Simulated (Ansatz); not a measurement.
# A series in volume scale on Ta4O

All results are calculated (Ansatz 0.2.0). Free energy against uniform scaling of the volume at fixed shape and fractions; periodic cell, basis, potentials, k mesh and filling as listed.

The cell before it is scaled or strained (space group P4/mmm, No. 123):
```
CELL_PARAMETERS angstrom
3.25750 0.00000 0.00000
0.00000 3.25750 0.00000
0.00000 0.00000 7.40930
ATOMIC_POSITIONS crystal
Ta 0.00000 0.00000 0.50000
Ta 0.50000 0.50000 0.78316
Ta 0.50000 0.50000 0.21684
Ta 0.00000 0.00000 0.00000
O 0.50000 0.50000 0.50000
```

Settings of every row: functional LDA; dispersion none; potentials PAW; wave cutoff 510 eV; density cutoff 2040 eV; k mesh 7x7x3; k shift 0x0x0; occupations fermi dirac; smearing width 0.1 eV; spin none; SCF threshold exponent -10.

Limits: coarse k mesh, up to 40 meV an atom off; no spin-orbit coupling, which can matter with elements this heavy; the cell comes from a prototype or a list of computed structures and needn't be the stable phase.

```csv
row,volume scale,V (Å³/atom),energy above lowest point (meV/atom)
1,0.92,14.467,5.5
2,0.9467,14.886,0
3,0.9733,15.305,?
4,1,15.724,40.6
5,1.0267,16.144,82
6,1.0533,16.563,135
7,1.08,16.982,197.9
```

Question: what energy above lowest point should row 3 give?

Worked fit of energy above lowest point. Take u = (V_r/V)^(2/3) − 1 with V_r = 15.934 Å³ an atom, which is twice the finite (Eulerian) strain; such expansions in the strain, on which the Birch-Murnaghan equation of state is built, carry the rest volume and the bulk modulus. The shown rows have u = 0.06651, 0.0464, 0.00888, -0.00869, -0.02548, -0.04158. Least squares give energy above lowest point = 59.74 − 2366 × u + 23125 × u² + 2786 × u³ meV/atom; a parabola predicts inner rows, each left out in turn, worse (root mean square 0.14 against 0.078 meV/atom). All shown rows lie on it to the printed digit. Its lowest point lies at u = 0.0507, or V = 14.79 Å³ an atom, and the curvature there gives the bulk modulus at fixed shape and fractions, B = (4/9)(1 + u)² E″(u)/V = 250 GPa. Letting shape and atoms relax would as a rule lower it, by much in layered, chain or molecular crystals. The withheld row has u = 0.02721, so the fit gives 59.74 − 2366 × (0.02721) + 23125 × (0.02721)² + 2786 × (0.02721)³ = 12.5 meV/atom.

The calculation gave 12.5 meV/atom. The fit meets it to the printed digit.
